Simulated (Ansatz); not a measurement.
## A small benchmark: atomisation enthalpy at 298 K

6 molecules without hydrogen; the atomisation enthalpy at 298 K in kJ/mol, computed less measured. Shapes, held fixed at every level: PBE0-D4/def2-TZVP. Flexible molecules stand in one conformer, not always the lowest. Thermal terms are harmonic and unscaled (PBE0-D4/def2-TZVP); the spin-orbit lowering of the free atoms is taken from their spectra. Programs: Ansatz 0.2.0. Measured values: Active Thermochemical Tables, CRC Handbook of Chemistry and Physics, NIST-JANAF tables.

Levels: A = HF/def2-TZVPP; B = B3LYP-D4/def2-TZVPP; C = CCSD(T)/def2-TZVPP.

| molecule | from tabulated heats | A | B | C |
| --- | --- | --- | --- | --- |
| AsBr3 (arsenous tribromide) | 768 | -414 | -6 | -66 |
| SO3 (SMILES O=S(=O)=O) | 1420 | -859 | -44 | -102 |
| CBrClF2 (SMILES FC(F)(Cl)Br) | 1551 | -635 | -33 | -70 |
| B(BCl2)Cl2 | 2115 | -520 | -28 | -85 |
| C2Cl3F3 (1,1,2-trichlorotrifluoroethane) | 2753 | -1054 | -46 | -109 |
| S8 (cyclooctasulfur) | 2115 | -1228 | -2 | -196 |

(1) Which level does best on this set, which worst, and which err to one side?

Results:

(1) 
| level | kind | mean error | mean absolute error | worst case |
| --- | --- | --- | --- | --- |
| HF/def2-TZVPP | Hartree–Fock | -785.0 | 785.0 | S8 |
| B3LYP-D4/def2-TZVPP | global hybrid | -26.5 | 26.5 | C2Cl3F3 |
| CCSD(T)/def2-TZVPP | coupled cluster or CI | -104.7 | 104.7 | S8 |

On this set B3LYP-D4/def2-TZVPP has the smallest mean absolute error and HF/def2-TZVPP the largest. HF/def2-TZVPP is too low in 6 of 6; B3LYP-D4/def2-TZVPP is too low in 6 of 6; CCSD(T)/def2-TZVPP is too low in 6 of 6. The heats of AsBr3, C2Cl3F3 come from older tables and can be uncertain by 10 kJ/mol or more. The molecules' own spin-orbit binding is left out, so errors for heavy halides read too negative. Heats of the atoms come from ATcT where it has them, that of boron, 570 kJ/mol, from recent work. The tabulated value of B(BCl2)Cl2 is in doubt (older tables, estimates, or at odds with other calculations) and kept here. Over the 5 molecules whose values aren't doubted the mean absolute errors are A 838.0; B 26.2; C 108.6. Hartree–Fock lacks correlation and underbinds. Correlated wave functions converge slowly with the basis. Relativity is left out for As, Br. Outer-core shells of As, Br are correlated, in sets that cover them unevenly. The set is small.

Coupled cluster recovers most of the binding that Hartree–Fock misses, yet it falls further below the measured values than B3LYP for every molecule. This is unlikely to reflect a better description of correlation by the functional. Atomisation turns bonding pairs into unpaired electrons on separate atoms, so the molecule loses more than the atoms when a triple-zeta set describes the short-range correlation of electron pairs incompletely. B3LYP puts that correlation into a functional of the density, and its parameters were fitted partly to atomisation energies.

S8 shows the contrast most sharply: Hartree–Fock misses more than half of the binding, and coupled cluster is still 196 kJ/mol short. Its S–S bonds join atoms crowded with lone pairs, and correlation supplies much of their strength. The B3LYP error of only -2 kJ/mol therefore probably owes something to cancellation. In SO3, the strongly positive sulfur needs tight d functions, but def2-TZVPP already includes a tight d function on sulfur, so a lack of them does not explain the underbinding. The ranking thus applies to these combinations of method and basis, not to the methods at their basis-set limits.
